Krylov-projected FCIQMC: the spectral function and its sum rule

1. Premises and conventions

H is a Hermitian Hamiltonian that conserves particle number and acts in a finite space of orthonormal Slater determinants. Its N-electron ground state |0⟩, of energy E₀, is non-degenerate and normalised. The operator a† creates an electron in one normalised spin orbital, {a, a†} = 1, and n = ⟨0|a†a|0⟩ is the occupation of that spin orbital. We set ħ = 1 and T = 0. The addition spectral function is

A⁺(ω) = Σ_ν |⟨ν|a†|0⟩|² δ(ω − E_ν + E₀),  (1)

where |ν⟩ are the eigenstates with N + 1 electrons. No chemical potential is subtracted from ω. The removal part is A⁻(ω) = Σ_μ |⟨μ|a|0⟩|² δ(ω + E_μ − E₀), and all that follows carries over to it with a in place of a† and n in place of 1 − n. Indices l, m = 0 … M − 1 label snapshots, r labels approximate roots, i labels eigenvalues of the overlap matrix, and k is kept for crystal momentum.

Full configuration interaction quantum Monte Carlo (FCIQMC; Booth, Thom and Alavi, 2009) stores a sparse vector q(n) of signed walker amplitudes on determinants. Three properties of the algorithm are assumed.

(P1) One step is unbiased: E[q(n+1) | q(n)] = P q(n), with P = 1 − Δτ(H − E_S).
(P2) The shift E_S is a fixed number during the excited-state propagation.
(P3) Two replicas A and B use independent random numbers throughout, and before the excitation their ground-state vectors satisfy E[g^A] = α_A|0⟩ and E[g^B] = α_B|0⟩ with real α_A, α_B.

The Krylov-projected method (Blunt, Alavi and Booth, 2015) applies a† to each ground-state vector, propagates further with P, and stores snapshots along the way.

2. The snapshot basis

Define

|ψ_l⟩ = P^(n_l) a†|0⟩,  0 = n₀ < n₁ < … < n_(M−1),  (2)

S_lm = ⟨ψ_l|ψ_m⟩,  H_lm = ⟨ψ_l|H|ψ_m⟩.  (3)

The choice n₀ = 0 makes ψ₀ = a†|0⟩ a member of the basis, and the sum rule depends on it. P is a linear function of H, so P|ν⟩ = p_ν|ν⟩ with p_ν = 1 − Δτ(E_ν − E_S). Inserting the eigenstates into (3), with w_ν = |⟨ν|a†|0⟩|²,

S_lm = Σ_ν w_ν p_ν^(n_l+n_m),  H_lm = Σ_ν w_ν E_ν p_ν^(n_l+n_m).  (4)

Three facts follow. The matrices depend on the system only through the poles and weights of (1). States with w_ν = 0 never enter. The time step only selects the basis, while the operator projected in (3) is H itself, so no time-step error attaches to the roots; Δτ affects only how good a basis the snapshots are. With E_S at the lowest level of the sector, |p_ν| ≤ 1 for all ν requires Δτ ≤ 2/(E_max − E_S). Each ψ_l is a polynomial of degree n_l in H acting on ψ₀. For n_l = l the snapshots span the Krylov space of ψ₀, Hψ₀, …, H^(M−1)ψ₀ used by the Lanczos method. For wider spacing they span an M-dimensional subspace of a larger Krylov space.

3. Replica estimates

The operator a† maps a determinant to a signed determinant or to zero, so it is applied to g exactly, and E[q^A(0)] = α_A ψ₀. Taking the expectation of (P1) gives E[q(n+1)] = P E[q(n)]; P can be drawn out of the expectation because by (P2) it is not random. Induction gives E[q_l^A] = α_A ψ_l for the snapshot q_l^A = q^A(n_l), and likewise for B.

Write q_l^A = α_A ψ_l + η_l with E[η_l] = 0. A product within one replica has the expectation

E[q_l^A† q_m^A] = α_A² S_lm + E[η_l†η_m].  (5)

The last term is positive for l = m and does not average away; when walkers are few compared with the determinants that matter it can exceed the first term. For two independent replicas the expectation of a product is the product of expectations, so for O = 1 or H

E[½(q_l^A† O q_m^B + q_l^B† O q_m^A)] = α_Aα_B ⟨ψ_l|O|ψ_m⟩.  (6)

Exchanging l with m and conjugating swaps the two terms, so every sample of (6) is a Hermitian matrix. The same argument gives E[g^A† g^B] = α_Aα_B. The estimates of S and H are therefore the averages of (6) over N_rep repeats of the excitation, divided by the average of g^A† g^B. A common factor on S and H cancels from the roots but multiplies every weight, so without this division the spectrum has no absolute scale. The ratio of two averages carries a bias of order 1/N_rep, smaller than its scatter, which falls as N_rep^(−1/2) for independent repeats.

4. The projected eigenproblem

Take first the exact matrices, with linearly independent snapshots. Then c†Sc = ‖Σ_l c_l ψ_l‖² > 0 for c ≠ 0, so S is positive definite. For |Φ⟩ = Σ_l c_l|ψ_l⟩ the energy is c†Hc / c†Sc, and making it stationary with respect to c† gives

H c_r = E_r S c_r.  (7)

To solve (7), diagonalise S = U s U† with U unitary and s = diag(s_i), and put X = U s^(−1/2), so that X†SX = 1. The matrix X†HX is Hermitian and has real eigenvalues E_r and a unitary eigenvector matrix Y. With C = XY, whose columns are the c_r,

C†SC = 1,  C†HC = diag(E_r),  CC† = XX† = U s⁻¹ U† = S⁻¹.  (8)

The states |Φ_r⟩ = Σ_l c_lr|ψ_l⟩ are thus orthonormal and diagonalise H̃ = ΠHΠ, where Π projects on the span of the snapshots. The approximation consists in replacing H by H̃ in A⁺(ω) = ⟨ψ₀|δ(ω − H + E₀)|ψ₀⟩, which is (1) in operator form. Since ψ₀ lies in the span, it is expanded completely by the Φ_r, with amplitudes ⟨ψ₀|Φ_r⟩ = Σ_l ⟨ψ₀|ψ_l⟩c_lr. Hence

A⁺(ω) ≈ Σ_r W_r δ(ω − E_r + E₀),  W_r = |Σ_l S_0l c_lr|².  (9)

E₀ comes from the ground-state stage. Rescaling a snapshot ψ_l with l > 0 by λ leaves the span unchanged; c_lr is divided by λ and S_0l multiplied by it, so (9) is unaffected.

The roots are upper bounds. By the minimax principle the r-th eigenvalue of H restricted to a space is the minimum, over r-dimensional subspaces, of the largest energy in the subspace. The snapshots lie in the space spanned by the projections of ψ₀ on the eigenspaces of H, which holds one state for each distinct pole of (1). Restricting the minimum to subspaces of the snapshot span can only raise it. The r-th root therefore lies at or above the r-th distinct pole of non-zero weight.

5. Sum rule and moments

Write W_r = (SC)_0r (C†S)_r0 and sum over all M roots. By (8),

Σ_r W_r = (S CC† S)₀₀ = (S S⁻¹ S)₀₀ = S₀₀ = ⟨0|a a†|0⟩ = 1 − n.  (10)

This is also the integral of the exact function (1), by completeness of the |ν⟩. From (7) and (8), SC diag(E_r) C†S = HCC†S = H, so the first moment is exact as well:

Σ_r W_r (E_r − E₀) = H₀₀ − E₀S₀₀ = ⟨0|a(H − E₀)a†|0⟩.  (11)

Higher moments need more. Suppose H^jψ₀ lies in the span for j = 0 … ρ, as it does when n_l = l for l ≤ ρ. Then H̃^jψ₀ = H^jψ₀ for j ≤ ρ by induction, because Π leaves each such vector alone. For i, j ≤ ρ it follows that ⟨ψ₀|H̃^(i+j)|ψ₀⟩ = ⟨ψ₀|H^(i+j)|ψ₀⟩ and ⟨H^iψ₀|ΠHΠ|H^jψ₀⟩ = ⟨ψ₀|H^(i+j+1)|ψ₀⟩. All moments up to order 2ρ + 1 are exact. Equations (10) and (11) are the case ρ = 0, and M consecutive snapshots give 2M exact moments, the Gauss quadrature property of the Lanczos method.

The algebra of (10) and (11) uses only that S is Hermitian and positive definite. It therefore holds for estimated matrices too, with the estimates of S₀₀ and H₀₀ on the right. The internal sum rule is then an identity and says nothing about the quality of individual roots. What tests the sampling is the comparison of the estimated S₀₀ with independent knowledge of 1 − n. One such test joins the two sectors: S₀₀ for addition plus S₀₀ for removal must equal ⟨{a, a†}⟩ = 1. Similarly ⟨a(H − E₀)a†⟩ = ⟨[a, H]a†⟩ and ⟨a†(E₀ − H)a⟩ = ⟨a†[a, H]⟩, because H acting on |0⟩ gives E₀, so

∫ω (A⁺ + A⁻) dω = ⟨0|{[a, H], a†}|0⟩.  (12)

In practice eigenvectors of S with small s_i are dropped from X. Then CC† = Σ_(kept) U_i s_i⁻¹ U_i†, and S CC† S = Σ_(kept) s_i U_i U_i†, so (10) becomes

Σ_r W_r = S₀₀ − Σ_(dropped) s_i |U_0i|².  (13)

If the exact S has a null vector v, then Σ_l v_l ψ_l = 0, so Hv = 0 too, and dropping v costs nothing. An estimated S can have negative eigenvalues, since (6) is not a Gram matrix. For these c†Sc = 1 cannot be imposed and they must go; by (13) their removal raises the total weight above the estimated S₀₀.

6. Propagation of noise to the roots

Let H → H + δH and S → S + δS with Hermitian perturbations, and let E_r be non-degenerate. The first-order terms of (7) are

(H − E_r S)δc + (δH − E_r δS)c_r = δE S c_r.

Multiply from the left by c_r†. The first term vanishes because c_r†(H − E_r S) = 0 is the adjoint of (7), and c_r†Sc_r = 1, so

δE_r = c_r†(δH − E_r δS)c_r.  (14)

A change of energy origin, H → H − γS, alters δH by −γδS and E_r by −γ, and leaves (14) unchanged. Multiplying instead by c_j† with j ≠ r, and using c_j†(H − E_r S) = (E_j − E_r)c_j†S, gives the mixing c_j†S δc = D_jr/(E_r − E_j), where D_jr = c_j†(δH − E_r δS)c_r. Weight is thus exchanged most readily between close roots.

The size of (14) is governed by the Euclidean length of c_r. From c_r = Σ_i U_i s_i^(−1/2) Y_ir,

|c_r|² = Σ_i |Y_ir|²/s_i ≤ 1/s_min,  |δE_r| ≤ ‖δH − E_r δS‖ |c_r|² ≤ ‖δH − E_r δS‖/s_min,  (15)

where ‖·‖ is the largest absolute eigenvalue and Σ_i|Y_ir|² = 1 was used. The amplification differs from root to root: it is strong only for roots with a large component Y_ir along the small-s directions, that is, for states built as differences of nearly parallel snapshots. Such near-parallelism is inherent, because P^n drives all late snapshots towards the lowest state of the sector.

Equation (14) is linear in the noise and has zero mean for unbiased matrices. The bias appears at second order. In the basis of the c_j the problem reads [diag(E_j − E_r) + D − μ(1 + σ)]z = 0, with μ the shift of root r, σ_jr = c_j†δS c_r and D = C†(δH − E_r δS)C. Setting z_r = 1, the rows j ≠ r give z_j = D_jr/(E_r − E_j) to first order, and row r gives μ(1 + σ_rr) = D_rr + Σ_j D_rj z_j to second order. Hence

δ²E_r = Σ_(j≠r) |D_jr|²/(E_r − E_j) − σ_rr D_rr.  (16)

Its mean is in general non-zero and scales as the variance of the matrix elements. Averaging S and H over N_rep repeats before solving (7) reduces it as 1/N_rep. Solving (7) for each repeat and averaging the roots does not reduce it.

7. Illustration: 14-site Hubbard ring at half filling, U/t = 2

The Hamiltonian is H = −t Σ_(jσ)(a†_(jσ) a_(j+1,σ) + h.c.) + U Σ_j n_(j↑)n_(j↓) on L = 14 sites with periodic boundary conditions and N↑ = N↓ = 7. Energies are in units of t and Δτ in 1/t. The band levels are ε_m = −2cos(πm/7) at k = πm/7. The levels m = −3 … 3 are filled at U = 0, a closed shell. The empty ones are m = 4 … 10, with ε = 0.4450 (m = 4, 10), 1.2470 (5, 9), 1.8019 (6, 8) and 2 (7). In the plane-wave basis every off-diagonal element of H has magnitude U/L = 1/7 or is zero.

Exact statements. The ground-state sector holds 3432² = 11778624 determinants. After adding a spin-up electron there are 3003 × 3432 = 10306296. No translation other than the identity maps a configuration of 8 and 7 electrons onto itself, since its cycle length (14, 7 or 2) would have to divide both numbers, so each of the 14 momenta holds exactly 736164 states. In this sector the kinetic energy lies within ±17.53 and the number of doubly occupied sites between 1 and 7, so E_max − E_min ≤ 47.06 and any Δτ below 0.042 is stable. The ground state is unique (Lieb, 1989), so it is invariant, up to a phase, under a_(jσ) → (−1)^j a†_(jσ), which maps H onto itself at half filling and gives n_k = 1 − n_(π−k). For a site orbital translation symmetry gives n = 1/2 and S₀₀ = 1/2. For a plane-wave orbital {[a_k↑, H], a†_k↑} = ε_k + U N↓/L, so (12) equals ε_k + U/2. We measure energies from U/2 and write ω̃ = ω − U/2.

A test spectrum. By (4) the projection can be followed exactly once poles and weights are given. We take them from second-order perturbation theory about the closed shell Φ, for the lowest empty level, m = 4 (k = 4π/7, ε_k = 0.4450), with g = (U/L)² = 1/49.

The first-order ground state contains double excitations h₁↑ h₂↓ → k↑ m↓ with amplitude of magnitude (U/L)/Δ, Δ = ε_k + ε_m − ε_h₁ − ε_h₂. Momentum conservation, h₁ + h₂ − m = 4 modulo 14, allows 28 of them. Their values of Δ − ε_k, with multiplicities in brackets, are 1.335 (3), 2.939 (6), 4.049 (6), 4.296 (3), 4.445 (3), 5.049 (6) and 5.406 (1). This gives n_k = g Σ 1/Δ² = 0.0460 and S₀₀ = 0.9540.

The state a†_k|Φ⟩ couples to two-particle-one-hole states m₁↑ m₂↓ with a hole h↓, m₁ + m₂ − h = 4 modulo 14, at ω̃ = ε_m₁ + ε_m₂ − ε_h. There are 21. Each acquires a first-order admixture of a†_k|Φ⟩ and hence a weight g/(ω̃ − ε_k)². Three-particle-two-hole states get no weight at this order, because their admixture of a†_k|Φ⟩ cancels their overlap with a†_k acting on the double excitations. The main pole has the remaining weight, Z = 1 − n_k − 0.0499 = 0.9041. Its position is the difference of the second-order energies for N + 1 and N electrons. The 28 excitations blocked by the added electron raise it by g Σ 1/Δ = 0.149, and the 21 new ones lower it by g Σ 1/(ω̃ − ε_k) = 0.138, a net shift of 0.0115. With E_S on the main pole, Δτ = 0.01 and a spacing of 25 steps:

ω̃  multiplicity  weight  p²⁵
0.4565  1  0.9041  1
2.137  3  0.0214  0.655
3.494  6  0.0132  0.462
4.247  6  0.0085  0.381
4.494  3  0.0037  0.357
4.851  3  0.0032  0.325

How far this describes the ring must be stated. The transformation a_(j↓) → (−1)^j a†_(j↓) of the down spins alone reverses the sign of U in U Σ(n↑ − ½)(n↓ − ½), keeps N↓ = 7 and leaves the up operators alone. The spectrum in ω̃ is thus even in U, and n_k, Z and the main pole are next corrected at fourth order. A natural estimate of the relative size of that order is 1 − Z = 0.096. For the main pole this is 0.096 × 0.149 = 0.014, as large as the net shift itself, because that shift is a difference of two larger terms. The model (with removal weights g/Δ²) also misses the exact first moment ε_k by (Z − 1) × 0.0115 = −0.0011. The degenerate satellite groups can split at first order, on the scale U/L = 0.14 per matrix element. For the ring, then, S₀₀ ≈ 0.95 and a main pole near ω̃ ≈ 0.46 are supported, and the satellites only qualitatively. The further figures below belong to the six-pole test spectrum, taken as exact and carried unrounded.

The projection. For n_l = 0, 25, 50 the matrices (4) depend only on l + m. With H measured from E₀ + U/2:

l + m  0  1  2  3  4
S  0.95399  0.92974  0.91809  0.91212  0.90887
H  0.57250  0.48857  0.45111  0.43336  0.42441

Solving (7) with the first one, two and three snapshots gives roots ω̃_r and weights W_r (in brackets):

M = 1: 0.6001 (0.9540)
M = 2: 0.4638 (0.9137), 3.692 (0.0403)
M = 3: 0.4568 (0.9047), 2.354 (0.0270), 4.294 (0.0223)

In every row the weights add to 0.9540 and Σ W_r ω̃_r = 0.5725, as (10) and (11) demand. The lowest root descends to the main pole from above, lying 0.0073 over it for M = 2 and 0.0003 for M = 3. The second root of M = 3 lies above the second pole, 2.137, and the third stands in for the group of upper poles.

The noise. The eigenvalues of S for M = 3 are 2.767, 0.0137 and 4.77 × 10⁻⁵, so 1/s_min = 2.10 × 10⁴. The squared lengths |c_r|² are 40.3, 1.32 × 10⁴ and 7.84 × 10³. The second vector, c = (−24.8, 90.7, −65.9), shows the alternating signs of a difference of nearly parallel snapshots. If ‖δH − E_r δS‖ = 10⁻⁵, (15) bounds the first-order shifts by 4.0 × 10⁻⁴, 0.13 and 0.078. As a single instance, raising S₁₁ by 10⁻⁶ at fixed H moves the second root by −2.354 × 90.7² × 10⁻⁶ = −0.019. For the same reason the five decimals of the table above do not suffice to reproduce the last figures of the upper roots. If the noise in S reached the scale of s_min, that direction would have to be dropped. By (13) the total weight then falls by only 3.0 × 10⁻⁶, yet the roots become 0.461 and 3.573: the two satellite roots have merged into one. The sum rule survives a truncation that removes all structure from the satellite region.

8. Range of validity

Equations (7) to (11) hold for any finite Hermitian problem with ψ₀ ≠ 0 (n < 1), n₀ = 0 and a positive definite S. The identification of S₀₀ with 1 − n needs the normalisation of section 3 and refers to one normalised spin orbital; after truncation (13) replaces (10). A degenerate ground state needs (P3) for each chosen component.

The estimates are unbiased only under (P1) to (P3). A shift that follows a prescribed schedule, the same for both replicas and all repeats, merely changes the polynomials in (2) and is harmless. A shift that responds to the instantaneous population makes P random and correlated with q, and the induction of section 3 fails. The initiator rule, which discards some spawning events, violates (P1). Incomplete convergence or population-control bias in the ground-state stage violates (P3) and passes into ψ₀. A severe sign problem does not break (6) but inflates its variance.

The upper-bound property and the exactness of moments hold for the exact matrices. With noise a root may fall below the pole it approximates. The first-order result (14) requires ‖δS‖ ≪ s_min of the retained space and |D_jr| ≪ |E_r − E_j|; nearly degenerate roots must be treated together, and only their summed weight is stable. Inequality (15) is a bound: noise shared by successive snapshots of one trajectory is correlated, so the actual scatter has to be found by resampling the repeats and solving (7) anew.

The number of usable roots equals the number of eigenvalues of S above the noise, however many snapshots are stored. A pole at E_ν contributes w_ν p_ν^(n_l+n_m) to S_lm, so weak poles far above E_S are visible only in the early snapshots. Strong low-lying poles converge quickly and tolerate noise. In dense or high-lying regions each root represents a group of exact poles, and only integrated weights and broadened line shapes have meaning there.